\section*{Thermodynamic factor of a 1:1 electrolyte from Kirkwood--Buff integrals}

Transport models of plating baths, wet-clean chemistries and battery electrolytes need the thermodynamic factor
\begin{equation}
\Gamma = 1+\left(\frac{\partial\ln f}{\partial\ln c}\right)_{T,p},\qquad
\mu_s=\mu_s^{\circ}(T,p)+2k_BT\ln(fc), \label{def}
\end{equation}
where $c$ is the molar concentration of a 1:1 salt, $f$ its mean molar activity coefficient ($f\to1$ as $c\to0$) and $\mu_s=\mu_++\mu_-$ the chemical potential per formula unit. $\Gamma$ converts a concentration gradient into a driving force. Take two electrodes reversible to the cation, at places whose concentrations differ by $dc$. Each elementary charge passed reversibly transfers $1-t_+$ formula units of salt from one place to the other, $t_+$ being the cation transference number relative to the solvent. The open-circuit voltage is therefore
\begin{equation}
d\Phi=\frac{(1-t_+)\,d\mu_s}{e}=\frac{2RT}{F}(1-t_+)\,\Gamma\,d\ln c, \label{cell}
\end{equation}
positive on the concentrated side. We express $\Gamma$ through the structure of the liquid.

\subsection*{Premises and notation}

The species are cation ($+$), anion ($-$) and neutral solvent ($0$), with valences $z_a=+1,-1,0$ and number densities $\rho_a$. The total ion density is $\rho=\rho_++\rho_-=2N_Ac$, with $\rho_\pm=\rho/2$, and $1$ mol/L corresponds to $0.6022$ nm$^{-3}$. We write $\beta=1/k_BT$. The premises are:
\begin{enumerate}
\item The solution is a homogeneous, isotropic fluid in equilibrium, described by classical statistical mechanics, away from critical points.
\item The pair distribution $g_{ab}(r)$ of the infinite system approaches 1 fast enough for the Kirkwood--Buff integrals to exist,
\begin{equation}
G_{ab}=\int_0^\infty 4\pi r^2\,[g_{ab}(r)-1]\,dr .
\end{equation}
\item The bulk is electroneutral.
\end{enumerate}
$\rho_bG_{ab}$ is the excess number of $b$ particles around an $a$ particle. $G$ is a volume, quoted in nm$^3$ or, multiplied by $N_A$, in L/mol.

\subsection*{Step 1: fluctuation relation}

Consider an open volume $V$ inside the solution. A state with energy $E$ and particle numbers $N_b$ has the weight $\exp[-\beta(E-\sum_b\mu_bN_b)]/\Xi$. Differentiating $\langle N_a\rangle$ acts on the weight and on the normalisation $\Xi$:
\begin{equation}
k_BT\,\frac{\partial\langle N_a\rangle}{\partial\mu_b}=\langle N_aN_b\rangle-\langle N_a\rangle\langle N_b\rangle .
\end{equation}
The number of ordered pairs of distinct particles is $N_aN_b-\delta_{ab}N_a$, and by the definition of $g_{ab}$ its mean is $\rho_a\rho_b\int_V\!\int_V g_{ab}\,d^3r_1d^3r_2$. Subtract $\langle N_a\rangle\langle N_b\rangle=\rho_a\rho_bV^2$. For $V$ much larger than the correlation range the double integral of $g_{ab}-1$ is $VG_{ab}$ up to a surface term. Dividing by $V$, at fixed $T$,
\begin{equation}
d\rho_a=\beta\sum_bM_{ab}\,d\mu_b,\qquad M_{ab}=\rho_a\delta_{ab}+\rho_a\rho_bG_{ab}. \label{kb}
\end{equation}

\subsection*{Step 2: electroneutrality}

For ions $\mu_\pm$ are electrochemical potentials. The shift $d\mu_b=z_be\,d\phi$ must leave every bulk density unchanged. If it produced a uniform charge density, the electrostatic energy would grow as $V^{5/3}$ and outrun any gain proportional to $V$. The shift is absorbed by a double layer at the boundary, which moves the interior potential by $d\phi$, just as a neutral semiconductor bulk follows a bias applied to its contact. Hence $\sum_bM_{ab}z_b=0$ for each $a$. Written out for $a=+,-,0$ and divided by the densities,
\begin{equation}
\rho_+(G_{+-}-G_{++})=1,\qquad \rho_-(G_{+-}-G_{--})=1,\qquad G_{+0}=G_{-0}. \label{en}
\end{equation}
The first condition says that the cloud around a cation carries the net charge $-e$. The first two give $G_{++}=G_{--}$ for any ion sizes. The matrix $M$ has the null vector $z$ and cannot be inverted, so the derivation has to avoid the inverse.

\subsection*{Step 3: the ions as one species}

Write $d\mu_\pm=d\mu_i\pm e\,d\phi$ with $\mu_i=\mu_s/2$. The $d\phi$ part drops out of Eq.~(\ref{kb}) by Step 2. The sum $\mu_++\mu_-$ is free of the potential in the same way as the quasi-Fermi-level splitting of an electron--hole pair. Adding the rows $a=+$ and $a=-$,
\begin{equation}
d\rho=\beta\left[\rho\,(1+\rho G_{ii})\,d\mu_i+\rho\rho_0G_{i0}\,d\mu_0\right], \label{drho}
\end{equation}
\begin{equation}
G_{ii}=\tfrac14(G_{++}+G_{--}+2G_{+-})=G_{+-}-\frac1\rho,\qquad G_{i0}=\tfrac12(G_{+0}+G_{-0})=G_{+0}. \label{avg}
\end{equation}
These averages are the integrals obtained by erasing the charge labels of the ions. The one-species picture is thus an exact consequence of Eq.~(\ref{en}).

\subsection*{Step 4: fixed pressure}

The Gibbs--Duhem relation at fixed $T$ is $dp=\rho_0\,d\mu_0+\rho\,d\mu_i$. For $dp=0$, $d\mu_0=-(\rho/\rho_0)\,d\mu_i$, and Eq.~(\ref{drho}) becomes
\begin{equation}
d\ln\rho=\left[1+\rho\,(G_{ii}-G_{i0})\right]\beta\,d\mu_i .
\end{equation}
From Eq.~(\ref{def}), $\beta\,d\mu_i=d\ln(fc)=\Gamma\,d\ln c$, and $d\ln c=d\ln\rho$. Therefore
\begin{equation}
\boxed{\Gamma=1+\left(\frac{\partial\ln f}{\partial\ln c}\right)_{T,p}=\frac{1}{1+\rho\,(G_{ii}-G_{i0})}=\frac{1}{\rho\,(G_{+-}-G_{+0})}} \label{main}
\end{equation}
The last form follows from Eq.~(\ref{avg}). Net clustering of ions ($G_{ii}>G_{i0}$) gives $\Gamma<1$.

\subsection*{Step 5: the solvent term}

A continuum-solvent model supplies no $g_{i0}$, but thermodynamics fixes $G_{i0}$. Let $v_0$ and $v_i$ be the partial volumes per solvent molecule and per ion, and $\chi_T$ the isothermal compressibility. The differential $dV=v_0dN_0+v_idN-V\chi_Tdp$ at fixed $V$ gives $v_0d\rho_0+v_id\rho=\chi_Tdp$, and extensivity gives $\rho_0v_0=1-\varphi$ with $\varphi=\rho v_i=c\bar V_s$, where $\bar V_s$ is the partial molar volume of the salt. Vary $\mu_i$ at fixed $\mu_0$. Then $d\rho_0=\beta\rho_0\rho G_{i0}d\mu_i$, $d\rho=\beta\rho(1+\rho G_{ii})d\mu_i$ and $dp=\rho\,d\mu_i$, so that
\begin{equation}
G_{i0}=\frac{k_BT\chi_T-v_i(1+\rho G_{ii})}{1-\varphi},\qquad
\Gamma=\frac{1-\varphi}{1+\rho G_{ii}-\rho k_BT\chi_T}. \label{solv}
\end{equation}
Since $v_i$ and $\chi_T$ stay finite at infinite dilution, $\rho G_{i0}$ is of order $c$. The scale matters at the same order. The molality $m$ is proportional to $\rho/\rho_0$, and $v_0d\rho_0=-v_id\rho$ at fixed $p$ gives $d\ln m=d\ln c/(1-\varphi)$. The molal factor, with the mean molal activity coefficient $\gamma$, is $1+\partial\ln\gamma/\partial\ln m=(1-\varphi)\Gamma$.

\subsection*{Step 6: $G_{ii}$ in the primitive model}

The ions are hard spheres of common diameter $a$ in a continuum of relative permittivity $\varepsilon$:
\begin{equation}
\beta u_{ab}(r)=\frac{z_az_b\,\ell}{r}\quad(r>a),\qquad u_{ab}=\infty\quad(r<a),\qquad \ell=\frac{e^2}{4\pi\varepsilon_0\varepsilon k_BT}.
\end{equation}
$\ell$ is the Bjerrum length. The model assumes that the solvent-averaged forces are pairwise and independent of $c$ at fixed $\mu_0$ (the McMillan--Mayer picture). It yields $\Gamma_0\equiv1/(1+\rho G_{ii})$, which by Eq.~(\ref{drho}) is $\partial\beta\mu_i/\partial\ln\rho$ at fixed $\mu_0$.

Let $h_{ab}=g_{ab}-1$. The direct correlation function $C_{ab}$ is defined by the Ornstein--Zernike equation, in Fourier space $\hat h_{ab}=\hat C_{ab}+\sum_d\rho_d\hat C_{ad}\hat h_{db}$. Equal sizes make the model symmetric under charge reversal, so $h_{ab}=h_N+z_az_bh_Z$ and likewise for $C$. Because $\sum_dz_d=0$ and $z_d^2=1$, the number and charge channels decouple:
\begin{equation}
\hat h_X=\frac{\hat C_X}{1-\rho\hat C_X}\quad(X=N,Z),\qquad G_{ii}=\hat h_N(0),\qquad \Gamma_0=1-\rho\,\hat C_N(0). \label{oz}
\end{equation}
For pair potentials the cluster expansion gives the identity $g_{ab}=\exp(-\beta u_{ab}+h_{ab}-C_{ab}+E_{ab})$, where the bridge function $E_{ab}$ starts at second order in the density. Outside the core it reads
\begin{equation}
C_{ab}=-\beta u_{ab}+\left[h_{ab}-\ln(1+h_{ab})\right]+E_{ab}=-\beta u_{ab}+\tfrac12h_{ab}^2+\dots \label{clos}
\end{equation}

\emph{First order.} $C_Z=-\ell/r$ has the transform $-4\pi\ell/k^2$, and Eq.~(\ref{oz}) gives
\begin{equation}
\hat h_Z=-\frac{4\pi\ell}{k^2+\kappa^2},\qquad h_Z=-\psi(r),\qquad \psi=\frac{\ell e^{-\kappa r}}{r},\qquad \kappa^2=4\pi\ell\rho .
\end{equation}
$\kappa^{-1}$ is the Debye length, the same expression as for carrier screening in a non-degenerate semiconductor with $\rho$ the total carrier density. At $k=0$, $\rho\hat h_Z=-1$. This holds for any $\hat C_Z$ that diverges as $k^{-2}$, and since $G_{+-}-G_{++}=-2\hat h_Z(0)=2/\rho$ it reproduces Eq.~(\ref{en}). The first-order term is odd in $z_az_b$ and cancels in $G_{ii}$. Linear screening moves counterions in and coions out in equal numbers and alone would leave $\Gamma=1$.

\emph{Second order.} The term $h_{ab}^2/2=\psi^2/2$ is the same for all pairs. It is the leading part of $C_N$, and also of $h_N$, where it is the quadratic term of $g_{ab}\approx e^{-z_az_b\psi}$:
\begin{equation}
\hat C_N(0)=\int_0^\infty4\pi r^2\,\frac{\ell^2e^{-2\kappa r}}{2r^2}\,dr=\frac{\pi\ell^2}{\kappa},\qquad
\rho\,\hat C_N(0)=\frac{\kappa\ell}{4}.
\end{equation}
The last step uses $\pi\ell\rho=\kappa^2/4$. As $\kappa\propto\sqrt c$ and the solvent term is of order $c$,
\begin{equation}
\boxed{\Gamma=1-\frac{\kappa\ell}{4}+O(c)},\qquad
\ln f=\int_0^c(\Gamma-1)\,\frac{dc'}{c'}=-\frac{\kappa\ell}{2}+O(c). \label{dh}
\end{equation}
This is the Debye--H\"uckel limiting law. The factor 2 comes from $\int_0^c c'^{-1/2}dc'=2\sqrt c$.

\subsection*{Step 7: terms of order $c$}

At short range $\psi$ is not small and the exponential has to be kept. With $1+h_{ab}=e^{-z_az_b\psi}$ the bracket in Eq.~(\ref{clos}) is $e^{-z_az_b\psi}-1+z_az_b\psi$, whose even part is $C_N=\cosh\psi-1$ for $r>a$. Inside the core $C_N=-1-(h_N-C_N)$, where $h_N-C_N=\rho\,(C_N*h_N)$ by Eq.~(\ref{oz}). At $r=0$ this convolution is $\rho\left[4\pi a^3/3+\int_a^\infty4\pi r^2(\cosh\psi-1)^2dr\right]=\rho\left[4\pi a^3/3+\pi\ell^4/a+\dots\right]$, with an integral that converges at $\kappa=0$. It is of order $c$ throughout the core. Integrated over the core and multiplied by $\rho$, it enters $\Gamma_0$ at order $c^2$, so $C_N=-1$ suffices. Add and subtract $\psi^2/2$ everywhere. The remainder converges at $\kappa=0$, where $\psi=\ell/r$. With $b=\ell/a$,
\begin{equation}
\Gamma_0=1-\frac{\kappa\ell}{4}+2B\rho,\qquad
2B=4\pi a^3\left[\frac13+\frac{b^2}{2}-S(b)\right],
\end{equation}
\begin{equation}
S(b)=\frac1{a^3}\int_a^\infty r^2\left[\cosh\frac{\ell}{r}-1-\frac{\ell^2}{2r^2}\right]dr=\sum_{n\ge2}\frac{b^{2n}}{(2n)!\,(2n-3)}.
\end{equation}
The three terms are the excluded volume, the part $2\pi\ell^2a$ of the $\psi^2/2$ integral that lies inside the core, and the nonlinear attraction of unlike ions. The bridge diagram made of five $\psi$ bonds carries the factor $\sum_d\rho_dz_d^3$ and vanishes for a symmetric salt. Power counting places the surviving bridge terms and the corrections to $\psi$ at order $c^{3/2}$, up to logarithms. The model describes the solution at $p$ plus the osmotic pressure, of order $\rho k_BT$. The resulting change of $\varepsilon$ alters $\kappa\ell$ by a relative amount of order $c$, again $c^{3/2}$ in $\Gamma$.

\subsection*{Range of validity}

Equations (\ref{en}), (\ref{main}) and (\ref{solv}) hold at any concentration under the three premises, for a single 1:1 salt in a single solvent. The $g_{ab}$ must be those of an open or infinite system. In a closed simulation cell the numbers do not fluctuate, and the integral over the whole cell is fixed by counting.

The limiting law (\ref{dh}) needs $\kappa\ell\ll1$, $\kappa a\ll1$, $|2B\rho|\ll\kappa\ell/4$ and $|\varphi|\ll\kappa\ell/4$. Its slope contains neither $a$ nor $\bar V_s$. The ratio of the order-$c$ term to the slope term grows as $\sqrt c$. $B$ changes sign at $b=3.3$, which for $a=0.40$ nm at 298.15 K means $\varepsilon=42$. At lower permittivity $S(b)$ grows exponentially with $b$, ion pairing pushes $\Gamma$ below the limiting law, and the usable range of $c$ shrinks quickly. At molar concentrations, as in plating baths and battery electrolytes, $\kappa\ell$ exceeds 1 and only the exact relations survive.

\subsection*{Numerical illustration}

Inputs: $T=298.15$ K, $c=1.0$ mmol/L, $\varepsilon=78.4$ and $\chi_T=4.5\times10^{-5}$ bar$^{-1}$ (typical of water), and the illustrative values $a=0.40$ nm, $\bar V_s=20$ cm$^3$/mol, $t_+=0.5$. Unrounded values are carried through.

The length scales are $\ell=0.715$ nm and, with $\rho=1.204\times10^{-3}$ nm$^{-3}$, $\kappa^{-1}=9.61$ nm. Then $\kappa\ell=0.0744$ and $\kappa a=0.0416$. The slope term is $\kappa\ell/4=0.0186$, from $\pi\ell^2/\kappa=15.4$ nm$^3$. In working form, with $c$ in mol/L,
\begin{equation}
\Gamma\approx1-0.588\sqrt c,\qquad \log_{10}f\approx-0.511\sqrt c ,
\end{equation}
and the limiting law gives $\Gamma=0.981$.

For the next order $b=1.787$, $S=0.441$ and $2B=1.198$ nm$^3$, so $2B\rho=1.44\times10^{-3}$. This is 8 per cent of the slope term, and 25 per cent at 10 mmol/L. Reading $\psi^2/2$ as $h_N$ in place of $C_N$ would change $\Gamma$ by $(\kappa\ell/4)^2=3.5\times10^{-4}$, also of order $c$. Step 7 has settled this in favour of $C_N$. Integrating $\cosh\psi-1$ with the screened $\psi$, without expanding in $\kappa$, raises $\Gamma_0$ by $1\times10^{-4}$. This indicates the size of the $c^{3/2}$ terms and limits the result to three decimals, $\Gamma_0=0.983$.

The solvent terms are $\varphi=2.0\times10^{-5}$ and $\rho k_BT\chi_T=2.2\times10^{-6}$. Equation (\ref{solv}) gives $G_{i0}=-9$ cm$^3$/mol and $\rho G_{i0}=-1.8\times10^{-5}$, below the retained precision, so $\Gamma=0.983$ at fixed pressure as well.

The integrals show where the information sits. $G_{ii}=(1/\Gamma_0-1)/\rho=8.7$ L/mol, while $1/\rho=500$ L/mol, so $G_{+-}=509$ L/mol and $G_{++}=-491$ L/mol. The charge-resolved integrals are dominated by the electroneutrality part $\pm1/\rho$, and the non-ideality is the small even remainder. In Eq.~(\ref{cell}) the ideal slope for $t_+=0.5$ is $(RT/F)\ln10=59.2$ mV per decade. The model's local slope at 1.0 mmol/L is $58.1$ mV per decade, and like $\Gamma=0.983$ it belongs to the primitive model with the inputs above, not to a particular salt.